Dear colleague,

The $L$ weights you extract with L\"owdin's ladder projector for Ti$^{2+}$ ($3d^2$) rest on the state having a sharp $M_L$. Spin--orbit coupling spoils this, and here is what it costs. I measure $\mathbf L$ in units of $\hbar$ and use Condon--Shortley phases. The operator is
\begin{equation}
Q_j^{(m)}=(2j+1)\frac{(j+m)!}{(j-m)!}\sum_{v\ge0}\frac{(-1)^v\,L_-^{\,j-m+v}L_+^{\,j-m+v}}{v!\,(2j+v+1)!},
\end{equation}
and on states with $L_z=m$ it equals
\begin{equation}
P_j=\prod_{k\ne j}\frac{\mathbf L^2-k(k+1)}{j(j+1)-k(k+1)},
\end{equation}
where $k$ runs over every $L$ present.

\emph{Where the assumption enters.} Raising $|k,m'\rangle$ by $n$ steps and lowering it again multiplies it by $(k-m')!\,(k+m'+n)!/[(k-m'-n)!\,(k+m')!]$. This depends on the actual $m'$, whereas the coefficients in $Q_j^{(m)}$ carry the nominal $m$. Put $m'=m+d$ with $d\ge0$, $n=j-m+v$ and $N=k-j-d$. For $N<0$ the state is annihilated. Otherwise the eigenvalue of $Q_j^{(m)}$ is
\begin{equation}
\lambda=(2j+1)\frac{(j+m)!\,(k-m')!}{(j-m)!\,(k+m')!}\,\frac1{N!}\sum_{v=0}^{N}(-1)^v\binom Nv\frac{(2j+N+2d+v)!}{(2j+v+1)!}.
\end{equation}
The sum is $(-1)^N$ times the $N$th forward difference, at $v=0$, of the last ratio. For $d=0$ and $N\ge1$ that ratio is a polynomial of degree $N-1$ in $v$, so the difference vanishes; $N=0$ gives $\lambda=1$. Hence $\lambda=\delta_{kj}$, which proves $Q_j^{(m)}=P_j$, and the degree count is the step that needs $d=0$.

\emph{Dropping it.} For $d=1$ the ratio is $(N+1)!\binom{2j+N+2+v}{N+1}$, of degree $N+1$. Each difference lowers the bottom index of the binomial by one, leaving $(N+1)!\,(2j+N+2)$. With $N+1=k-j$,
\begin{equation}
\lambda_k=(-1)^{k-j-1}(2j+1)(k-j)(k+j+1)\frac{(j+m)!\,(k-m-1)!}{(j-m)!\,(k+m+1)!}\quad(k>j),
\end{equation}
and $\lambda_k=0$ for $k\le j$. On an $M_L=m+1$ component the ladder form thus discards $L=j$ and passes higher $L$. Let $\psi\propto\phi_m+\epsilon\chi_{m+1}$, both parts normalised, with $L$ weights $w_k$ in $\chi$. The projected vector is wrong at order $\epsilon$. Since both operators conserve $M_L$, the weight has no cross term, and
\begin{equation}
\langle Q_j^{(m)}\rangle-\langle P_j\rangle=|\epsilon|^2\sum_k w_k(\lambda_k-\delta_{kj})+O(\epsilon^4).
\end{equation}
For $j=m$, $k=j+1$ one finds $\lambda=1$, as one must: $L_+$ kills $|j+1,j+1\rangle$ and only the $v=0$ term, the identity, survives.

\emph{The two terms.} Write $|m_1^\pm m_2^\pm|$ for determinants, the sign giving the spin. At $M_S=1$, $M_L=1$ there are $D_1=|2^+\,{-1}^+|$ and $D_2=|1^+0^+|$, with $L_+D_1=\sqrt6\,|2^+0^+|$, $L_+D_2=2\,|2^+0^+|$ and $L_+|2^+0^+|=\sqrt6\,|2^+1^+|$. Here $Q_3^{(1)}=L_-^2L_+^2/60$ and $Q_1^{(1)}=1-L_-L_+/4+L_-^2L_+^2/40$, so
\begin{equation}
Q_3^{(1)}D_1=\tfrac35D_1+\tfrac{\sqrt6}5D_2,\qquad Q_1^{(1)}D_1=\tfrac25D_1-\tfrac{\sqrt6}5D_2 .
\end{equation}
The normalised $^3P$ state is $\phi_P=(2D_1-\sqrt6D_2)/\sqrt{10}$, and the top $^3F$ state is $\phi_F=|2^+1^+|$.

In the free ion the operator $H_{\rm so}=\zeta\sum_i\mathbf l_i\cdot\mathbf s_i$ conserves only $J$ and $M_J$. A general $|J,M_J\rangle$ of a triplet mixes several $M_L$ at zeroth order, and there no single $m$ will do. The favourable cases are the stretched states $^3F_4$ ($M_J=4$) and $^3P_2$ ($M_J=2$), which are $\phi_F$ and $\phi_P$ at zeroth order. On all-up spins $l_-s_+$ vanishes and $\sum_i l_{zi}s_{zi}=L_z/2$, so the only first-order admixture comes from $\tfrac12\sum_i l_{+i}s_{-i}$, and it has $d=1$:
\begin{align}
H_{\rm so}\phi_F&=\tfrac32\zeta\,\phi_F+\zeta\,|2^+2^-|,\\
H_{\rm so}\phi_P&=\tfrac12\zeta\,\phi_P+\frac{\zeta}{\sqrt{10}}\Bigl(\sqrt6\,|2^+0^-|-\sqrt6\,|2^-0^+|-3\,|1^+1^-|\Bigr).
\end{align}
The determinant $|2^+2^-|$ is $^1G$ with $M_L=4$. The bracket has $M_L=2$ and is annihilated by $L_+$, so it is $^1D$; its squared norm is $21$, and the coupling is $\sqrt{21/10}\,\zeta$. Singlets have no diagonal spin--orbit energy. With Racah's term energies $E(^3F)=A-8B$, $E(^1D)=A-3B+2C$, $E(^3P)=A+7B$, $E(^1G)=A+4B+2C$,
\begin{equation}
|\epsilon_F|=\frac{\zeta}{12B+2C-\tfrac32\zeta},\qquad
|\epsilon_P|=\frac{\sqrt{21/10}\,\zeta}{10B-2C+\tfrac12\zeta}.
\end{equation}
Both cases have $j=m$, $k=j+1$, $\lambda=1$. The ladder form counts the singlet as part of the triplet term and reports a weight of one, while the true weight is $1-|\epsilon|^2$.

\emph{Size.} Take as typical inputs $\zeta=2.4$, $B=14.3$, $C=52$, in units of $10^{-21}$~J (one unit corresponds to $50.3$~cm$^{-1}$). The denominators are $272.0$ and $40.2$ units, so
\begin{equation}
|\epsilon_F|=0.0088,\quad|\epsilon_F|^2=7.8\times10^{-5};\qquad|\epsilon_P|=0.087,\quad|\epsilon_P|^2=7.5\times10^{-3}.
\end{equation}
To see the next order, note that $H_{\rm so}$ acting on the $^1D$ state has squared norm $\tfrac92\zeta^2$. Of this $\tfrac{21}{10}\zeta^2$ returns to $^3P_2$, so $^1D_2$ couples to $^3F_2$ with $\sqrt{12/5}\,\zeta$; the diagonal element of $^3F_2$ is $-2\zeta$. Diagonalising this $3\times3$ block for $J=2$ gives the highest level a $^1D$ weight of $7.3\times10^{-3}$ and a $^3F$ weight of $2\times10^{-6}$. The leading term is therefore adequate within the model. The inputs limit the result more: $10B-2C$ is a small difference, and a 2\,\% change in $C$ moves $|\epsilon_P|^2$ by about 10\,\%. The model's correction is thus about $0.7\,\%$ for the $L=1$ weight of $^3P_2$ and two orders of magnitude less for the $L=3$ weight of $^3F_4$. The typical $^3P_2$--$^1D_2$ separation in Ti$^{2+}$ is roughly a tenth larger than these inputs give, so the $^3P_2$ figure is probably high by about a fifth.

For weights you may ignore the effect in $^3F_4$. For amplitudes be careful with $^3P_2$: the vector you believe to be pure $L=1$ keeps its whole singlet amplitude $\epsilon_P$, and any matrix element to a singlet that you compute from it is linear in that amplitude. The repair is to split the state by $M_L$ and apply to each part its own operator, $P_j=\sum_m Q_j^{(m)}\Pi_m$, with $\Pi_m$ the projector on $L_z=m$ and $|m|\le j$. The product form needs no sharp $M_L$, but it must then run over all $k$ from $0$ to $4$. The single factor $(\mathbf L^2-12)/(2-12)$, which suffices among the triplets, passes $^1D$ with eigenvalue $3/5$.